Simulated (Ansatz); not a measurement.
# From the elastic tensor of BN to moduli and sound speeds

All numbers below come from DFT HSE06, scalar-relativistic, plane waves, PAW in Ansatz 0.2.0. Settings: 420 eV plane-wave cutoff, Γ-centred 8×8×8 mesh, fixed occupations. No spin polarisation.

It takes space group F-43m (No. 216, cubic). The conventional cell has a = 3.596 Å, b = 3.596 Å, c = 3.596 Å, α = 90.00°, β = 90.00°, γ = 90.00°. B (site symmetry -43m) is surrounded by 4 N at 1.56 Å. N (site symmetry -43m) is surrounded by 4 B at 1.56 Å.

The cell is the ideal cubic zincblende prototype.

Relaxed-ion constants (GPa, on the Cartesian axes of the calculation):
C11 = 840.9, C12 = 186.5, C13 = 186.5, C22 = 840.9, C23 = 186.5, C33 = 840.9, C44 = 482.1, C55 = 482.1, C66 = 482.1 GPa; the others vanish.

Density 3.544 g/cm³; 2 atoms in 11.63 Å³.

The values that follow are for a polycrystal of randomly turned grains, by Hill's mean where one number stands.

With S = C⁻¹: B_V = (C11+C22+C33+2(C12+C13+C23))/9, G_V = (C11+C22+C33−C12−C13−C23+3(C44+C55+C66))/15, 1/B_R = S11+S22+S33+2(S12+S13+S23), 15/G_R = 4(S11+S22+S33−S12−S13−S23)+3(S44+S55+S66); Hill is their mean. Then v_l = √((B+4G/3)/ρ), v_t = √(G/ρ), v_m = [(2/v_t³+1/v_l³)/3]^(−1/3) and Θ = (ħ/k_B)·v_m·(6π²n/V)^(1/3) for n atoms in the volume V; E = 9BG/(3B+G), ν = (3B−2G)/(2(3B+G)) and A^U = 5G_V/G_R + B_V/B_R − 6.

* Bulk modulus, Voigt / Reuss / Hill: 404.6 / 404.6 / 404.6 GPa
* Shear modulus, Voigt / Reuss / Hill: 420.1 / 405.3 / 412.7 GPa
* Young's modulus: 924 GPa
* Poisson ratio: 0.119
* Pugh ratio B/G: 0.98
* Universal anisotropy index: 0.18
* Longitudinal and transverse sound speeds: 16414 and 10791 m/s
* Debye temperature from the mean sound speed: 1957 K

Cost: 1 run of about 11 core-minutes, on AMD EPYC 9R45 (Zen 5) (shared hosts).

Cubic BN resists a change of shape slightly more than a change of volume: the Hill shear modulus of 412.7 GPa exceeds the bulk modulus of 404.6 GPa. This reflects short, strongly directional sp³ bonds, where shear must bend the tetrahedral bond angles as well as stretch the bonds. C44 lying far above C12 likewise shows how far the bonding is from a central-force picture, despite the polarity of the B–N bond. The same stiffness, combined with light atoms, gives the high sound speeds and Debye temperature.

The crystal is not elastically isotropic. C44 is larger than half the difference between C11 and C12, so Young's modulus is greatest along the ⟨111⟩ bond directions and smallest along the cube axes. The equal Voigt and Reuss bulk moduli follow from cubic symmetry and don't contradict this. The constants satisfy the cubic conditions for stability against small homogeneous strains, but they don't settle the energetic order of the cubic and layered polymorphs.
